**Q.** I measure second ionisation energies and would like a quick calculation to check them against. Here are ten singly charged ions, done with relativistic LDA and PBE. How do I read the columns, and which functional should I trust?

Singly charged ions in the B-spline radial atomic code 1 at the basis-set limit: Dirac-Coulomb, Fermi nucleus, relativistic LDA (MacDonald-Vosko exchange, VWN5) or PBE, spin-unpolarised, spherical fractional occupations averaged over j. IE is the ΔSCF energy between NIST's ground configurations; NIST values run between ground levels. In the last column, j = l − 1/2 is filled first.

```tsv
species	Z	electrons	configuration	electron removed from	NIST table (eV)	kind of table value	stated uncertainty (eV)	IE(relativistic LDA) less table (eV)	IE(PBE) less table (eV)	Dirac-Fock IE, low j first less nl average (eV)
Cr+	24	23	[Ar] 3d5	3d	16.486305	measured	1.5e-05	-0.13	-0.43	-0.42
Ga+	31	30	[Ar] 3d10 4s2	4s	20.51514	measured	0.00012	0.96	0.61	0.00
Rb+	37	36	[Ar] 3d10 4s2 4p6	4p	27.28954	measured	6e-05	0.47	0.33	n/a
Ru+	44	43	[Kr] 4d7	4d	16.76	semi-empirical	0.06	1.69	1.43	-0.33
Sb+	51	50	[Kr] 4d10 5s2 5p2	5p	16.626	measured	0.025	-0.36	-0.64	-0.01
La+	57	56	[Xe] 5d2	5d	11.18496	measured	6e-05	-0.18	-0.37	0.11
Gd+	64	63	[Xe] 4f7 5d1 6s1	6s	12.076	semi-empirical	0.02	0.27	0.02	-0.06
Yb+	70	69	[Xe] 4f14 6s1	6s	12.179185	measured	2.5e-05	0.25	0.07	0.00
Os+	76	75	[Xe] 4f14 5d6 6s1	6s	17	semi-empirical	1	0.22	-0.09	-0.08
Bi+	83	82	[Xe] 4f14 5d10 6s2 6p2	6p	16.703	measured	0.004	-0.98	-1.28	0.85
```

**A.** IE is the energy to take one electron from the named shell of an ion with nuclear charge $Z$. ΔSCF means that it is the difference of two separately converged total energies. The two "less table" columns are errors relative to the NIST value, positive where the computed ion holds its electron too tightly. In the last head, $l$ and $j = l \pm 1/2$ are the orbital and total angular momentum of one electron, and $nl$ names a shell.

The table does not let you choose a functional. The mean error is $+0.22$ eV for LDA and $-0.03$ eV for PBE, which flatters PBE, but the mean absolute errors are 0.55 and 0.53 eV. PBE lies below LDA in every row, by 0.14 to 0.35 eV. It therefore gains where LDA is well too high, as in Ga+ and Ru+, and loses in all four rows where LDA is too low. Its small mean is a cancellation between rows.

**Q.** How can I tell from the numbers that something other than the functional is failing?

**A.** Compare two spreads. Within each column the errors scatter with a standard deviation of 0.70 eV, while the difference of the columns scatters by only 0.06 eV, and the columns correlate at 0.996. Whatever sets the pattern is common to both. That alone does not acquit the functionals, which are close relatives and can share a fault. But they also share a model of the atom: equal spin-up and spin-down densities, open shells shared between both $j$ in proportion to the number of states in each, a spherical density. The Cr+ computed here is not the high-spin $^6S$ level that you ionise, and NIST values run between lowest levels.

**Q.** Why would equal spin densities matter so much, and in which direction?

**A.** Local exchange goes as $-(n_\uparrow^{4/3} + n_\downarrow^{4/3})$ in the two spin densities. Put $n_{\uparrow,\downarrow} = (n \pm m)/2$ and expand: the term linear in the spin density $m$ cancels and the quadratic term lowers the energy. For a shell with $M$ unpaired electrons $m \propto M$, so
$$E(M) \approx E(0) - \tfrac14 J M^2,$$
with $J$ an exchange energy of the shell. The calculation returns $E(0)$ for both charge states, so its error is
$$\Delta = c + Jx, \qquad x = \tfrac14\left(M_f^2 - M_i^2\right),$$
where $i$ and $f$ are the ion before and after ionisation and $c$ collects what does not depend on spin. If ionisation destroys unpaired spin, the starting ion is left too high and IE comes out low; if it breaks a pair, IE comes out high.

The hydrogen atom is the simplest picture. Treated unpolarised, its electron is half up and half down, loses part of its exchange, and ionises more easily than in a spin-polarised LDA calculation by roughly 1 eV, a recalled figure. The analogy gives the sign for $M = 1 \to 0$ and nothing more: hydrogen has no core, no multiplets, negligible fine structure, and a far more compact orbital than a 6s.

**Q.** Work one row for me, and say how well this does.

**A.** Ru+ goes from $4d^7$ to $4d^6$, so $M_i = 3$, $M_f = 4$ and $x = (16-9)/4 = 1.75$. A straight line through eight rows, without Os+ and Bi+ and with Rb+ corrected as below, gives $J = 0.50$ eV and $c = 0.46$ eV for LDA. Then $\Delta = 0.46 + 0.50 \times 1.75 \approx 1.33$ eV against 1.69 eV in the table, an error that is a tenth of the ionisation energy. Ru+ was in the fit and pulls hard on it: without it $J$ drops to 0.31 eV and the explained share of the variance from 0.69 to 0.38. The rms misfit, 0.35 eV, is far above the 0.005 eV rounding, so the line is a sketch and its constants should not be read as properties of atoms. The printed analysis after this exchange lists the rest.

The signs are sturdier. The LDA error has the sign of $x$ in seven rows; the exceptions are the three 6s ionisations, where $x = -0.25$ is small and a positive offset can outweigh it. A plain relativistic scaling with $(Z\alpha)^2$, $\alpha$ being the fine-structure constant, explains only a quarter of the variance. That spin polarisation is the cause is argued from theory and agrees with these signs; its size was fitted, never computed.

**Q.** Cr+ loses the most spin exchange of all, yet LDA is off by only $-0.13$ eV. Doesn't that sink the idea?

**A.** It sinks the single offset and marks Cr+ as a probable cancellation. Cr+ has $x = -2.25$, four units below Ru+, and the errors differ by $(1.69 + 0.13)/4 \approx 0.45$ eV per unit, or 0.46 eV for PBE. The LDA line through the two rows crosses $x = 0$ at about 0.9 eV, the PBE line lower. Two points from different d shells fix a line without testing it, but they suggest that a spin term of order $-1$ eV meets an offset of opposite sign in Cr+. The p rows Rb+ and Sb+, and La+ with its diffuse 5d, fall below the common line, so $c$, or $J$, or both depend on the shell. Nothing here shows why.

**Q.** Is there a place where the functional itself can be blamed?

**A.** Gallium. The same LDA calculation errs by $+0.83$ eV for Ga2+, so stripping both 4s electrons, from closed-shell Ga+ to closed-shell Ga3+, is off by $0.96 + 0.83 = 1.79$ eV. The spin energy of the $4s^1$ intermediate enters one step with each sign and drops out of the sum, neither end has multiplets or fine structure, and the QED terms, which the table omits, shift the Ga+ value by $-0.007$ eV. About 0.9 eV per electron is therefore an error of LDA. How it divides between the steps is less certain. With equal offsets the spin part of Ga+ would be only 0.06 eV, but an offset that grows with charge would hide a larger one.

**Q.** And the heavy p rows? Bi+ and Sb+ have the same valence configuration.

**A.** That makes them a useful pair for seeing averaged fine structure, though $c$ and $J$ may also differ between 5p and 6p. Both have $x = -0.75$, yet Bi+ lies below Sb+ by 0.62 eV in LDA and 0.64 eV in PBE. Let $\zeta$ be the spin-orbit constant of the p shell. The $p^1$ product has its lowest level, $j = 1/2$, at $-\zeta$ from the average. The $p^2$ ion has $^3P_0$ at $-\zeta$ in LS coupling, so the shifts cancel at first order; in jj coupling both electrons sit in $p_{1/2}$, at $-2\zeta$, and the true IE rises by $\zeta$, which the average cannot see. Bismuth lies further along that path, and the spin fit misses it by more than 1 eV. For the 2+ ions, $p^1 \to p^0$, nothing cancels, and the LDA error of bismuth lies 1.14 eV below that of antimony. If $c$ and $J$ are alike for the two, that gap measures the growth of $\zeta$.

Rb+ shows the other sign. Here the product, $4p^5$, is split. Its lowest level has the hole in $p_{3/2}$, while the average puts it in $p_{1/2}$ two times in six. The LDA 4p splitting is 0.90 eV, so the averaged ion is 0.30 eV too high, which leaves $+0.17$ eV for LDA and, borrowing the same splitting, $+0.03$ eV for PBE. The n/a in that row must not be read as zero.

**Q.** Can I simply add the last column as a spin-orbit correction?

**A.** No. It is the change in the Dirac-Fock IE when $j = l - 1/2$ is filled first, which is pure jj coupling, and that filling also changes the Coulomb and exchange energy within the open shell. It helps Bi+, whose LDA error becomes $-0.13$ eV, though PBE stays at $-0.43$ eV. It harms Cr+, which moves to $-0.55$ eV; a shift of $-0.42$ eV is not the spin-orbit energy of a 3d shell. For La+ the computed 5d splitting of 0.19 eV implies 0.04 eV in LS and 0.12 eV in jj coupling, and the column, at 0.11 eV, follows the jj count. Without Bi+, and without Rb+, which has no entry, the rms LDA error moves only from 0.72 to 0.65 eV.

**Q.** PBE is nearly exact for the 6s rows. Is that at least real?

**A.** Not as evidence of accuracy. The Os+ reference is semi-empirical and uncertain by 1 eV, so neither error there means anything. Gd+ agrees to its stated 0.02 eV, but the run lacks the exchange of 6s with the aligned 4f and 5d electrons, which my count also ignores. Yb+ is the fairest case, yet it too is unpolarised, and in PBE its $4f_{7/2}$ level lies above the occupied 6s, so the imposed configuration is not an aufbau filling of that potential. Breit, QED and recoil terms shift its PBE value by $-0.022$ eV, small beside the scatter but comparable with these errors; LDA exchange already holds a transverse-photon term and PBE does not.

**Q.** What would a neighbouring series do?

**A.** Count $M$. For removal from $d^q$, $x = (1-2q)/4$ up to $q = 5$ and $(21-2q)/4$ beyond, so along one d row the error should fall to $d^5$, jump at $d^6$ and fall again, on top of an offset. One charge higher gives a partial check outside the fit, taking the electron from the same shell: Ru2+, $d^6 \to d^5$, errs by $+2.40$ eV in LDA. Of seven such ions, five have an error that moves from the +1 value in the direction in which $x$ changes, though not by a common amount; the errors of Sb2+ and Bi2+ move the other way, which is where uncancelled fine structure pushes them. A spin-polarised series should lose most of the sawtooth and expose the offset, so Ru+ would improve and Cr+ could get worse, while Bi+ would still need resolved $j$.

The analysis program printed:

```
all energies in eV; rounding of the error columns 0.005
LDA: mean +0.22, mean abs 0.55, rms 0.73, std 0.70, range -0.98 to +1.69
PBE: mean -0.03, mean abs 0.53, rms 0.70, std 0.70, range -1.28 to +1.43
PBE-LDA: mean -0.26, std 0.06, range -0.35 to -0.14; correlation of errors 0.996
Rb+ 4p splitting 0.90, one third 0.30; error left LDA +0.17, PBE +0.03
LDA spin fit, 10 rows: J 0.57, c +0.39, rms 0.43, R2 0.61
LDA spin fit, 8 rows, Rb+ corrected: J 0.50, c +0.46, rms 0.35, R2 0.69
LDA same without Ru+: J 0.31, c +0.31, R2 0.38
LDA (Z alpha)^2 fit, 10 rows: slope -3.22, rms 0.60, R2 0.25; sign of error = sign of x in 7 of 10
PBE spin fit, 10 rows: J 0.58, c +0.14, rms 0.43, R2 0.63
PBE spin fit, 8 rows, Rb+ corrected: J 0.50, c +0.22, rms 0.32, R2 0.74
PBE same without Ru+: J 0.33, c +0.08, R2 0.48
PBE (Z alpha)^2 fit, 10 rows: slope -3.24, rms 0.61, R2 0.25; sign of error = sign of x in 8 of 10
ion      x   PBE-LDA  residual LDA, PBE (8-row fit)  NIST unc.  (* not fitted)
Cr+   -2.25  -0.30   +0.53  +0.49   1.5e-05
Ga+   +0.25  -0.35   +0.38  +0.27   0.00012
Rb+   +0.25  -0.14   -0.41  -0.31   6e-05
Ru+   +1.75  -0.26   +0.36  +0.33   0.06
Sb+   -0.75  -0.28   -0.45  -0.48   0.025
La+   -0.75  -0.19   -0.27  -0.21   6e-05
Gd+   -0.25  -0.25   -0.06  -0.07   0.02
Yb+   -0.25  -0.18   -0.08  -0.02   2.5e-05
Os+*  -0.25  -0.31   -0.11  -0.18   1
Bi+*  -0.75  -0.30   -1.07  -1.12   0.004
LDA rms before/after adding last column: 9 rows 0.75/0.61; without Bi+ 0.72/0.65
LDA error plus last column: Cr+ -0.55, Ru+ +1.36, Sb+ -0.37, Bi+ -0.13
PBE rms before/after adding last column: 9 rows 0.73/0.58; without Bi+ 0.63/0.59
PBE error plus last column: Cr+ -0.85, Ru+ +1.10, Sb+ -0.65, Bi+ -0.43
La+ 5d splitting 0.19; shift of IE: LS 0.04, jj 0.12, last column 0.11
2+ ions, LDA, not fitted:  x, error, residual from 8-row fit, error less that of +1 ion
Cr2+  -1.75  +0.09  +0.50  +0.22
Ga2+  -0.25  +0.83  +0.50  -0.13
Rb2+  +0.75  +1.09  +0.26  +0.62
Ru2+  +2.25  +2.40  +0.82  +0.71
Sb2+  -0.25  -0.53  -0.86  -0.17
La2+  -0.25  -0.07  -0.41  +0.11
Bi2+  -0.25  -1.66  -2.00  -0.68
Ga+ to Ga3+ (closed to closed), LDA error 1.79, per electron 0.90, Ga+ above that 0.06
Bi less Sb: LDA -0.62, PBE -0.64, last column +0.86, 2+ LDA -1.14
Ru less Cr per unit x: LDA 0.45, PBE 0.46, 2+ LDA 0.58
QED shift of IE: Ga+ -0.007, Os+ -0.023; Breit+QED+recoil, Yb+ PBE -0.022
```
